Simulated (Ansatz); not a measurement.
## La: free energy error per atom as smearing width varies

Results calculated with Ansatz 0.2.0, not measured. Plane-wave density functional theory, scalar-relativistic PAW datasets made under PBE, Gamma-centred meshes; one setting moves on a fixed relaxed cell, energies count from the zero-width extrapolation of the reference run, pressure is Pulay-corrected at fixed cutoff and positive in compression.

Structure of every row (space group P6_3/mmc, No. 194):
```
La
1.0
      3.7872     0.0000     0.0000
     -1.8936     3.2798     0.0000
      0.0000     0.0000    12.0621
La
4
Direct
  1.00000 0.00000 0.00000
  1.00000 0.00000 0.50000
  0.33333 0.66667 0.75000
  0.66667 0.33333 0.25000
```

Settings of every row: spin polarised no; functional r2SCAN; wave cutoff 500 eV; k mesh 10x10x3; smearing method gaussian; reference k mesh 10x10x3; reference smearing width 0.1 eV; reference wave cutoff 500 eV; reference smearing method fermi_dirac; swept setting smearing; valence electrons per atom 11.

Atom starting moment: 0 on all atoms.

Limits: settings are moved on purpose, so some rows are far from converged.

```
row  smearing width (eV)  free energy error per atom (meV)  zero smearing energy error per atom (meV)  pressure (GPa)
  1                 0.01                                 ?                                          ?               ?
  2                 0.03                             -0.77                                       -0.4            0.03
  3                  0.1                             -4.12                                      -0.59           -0.01
  4                  0.2                            -14.84                                      -0.16           -0.02
  5                  0.3                            -33.52                                       0.36            0.02
```

Question: what free energy error per atom should row 1 give?

Worked fit of free energy error per atom. Smearing changes a smooth quantity, to lowest order, with the square of the width, so take w² in eV². The shown rows have w² = 0.0009, 0.01, 0.04, 0.09. Their means are 0.035225 and -13.312 meV; the sums about the means are S_tt = 0.004838 and S_ty = -1.777, whose ratio is the slope. Least squares give free energy error per atom = −0.376 − 367.24 × w² meV. The rows lie off it by -0.06, -0.07, 0.23, -0.09 (root mean square 0.13 meV). The constant, -0.376 meV, estimates the value at zero width. The withheld row has w² = 0.0001, so the fit gives −0.376 − 367.24 × (0.0001) = -0.41 meV.

The calculation gave -0.39 meV. The fit lies 0.02 meV (0.06 % of the column's range) below it; its largest miss of a shown row is 0.23 meV. This row lies beyond the range of the fit.

The other values of row 1: zero smearing energy error per atom -0.32 meV; pressure 0.03 GPa.
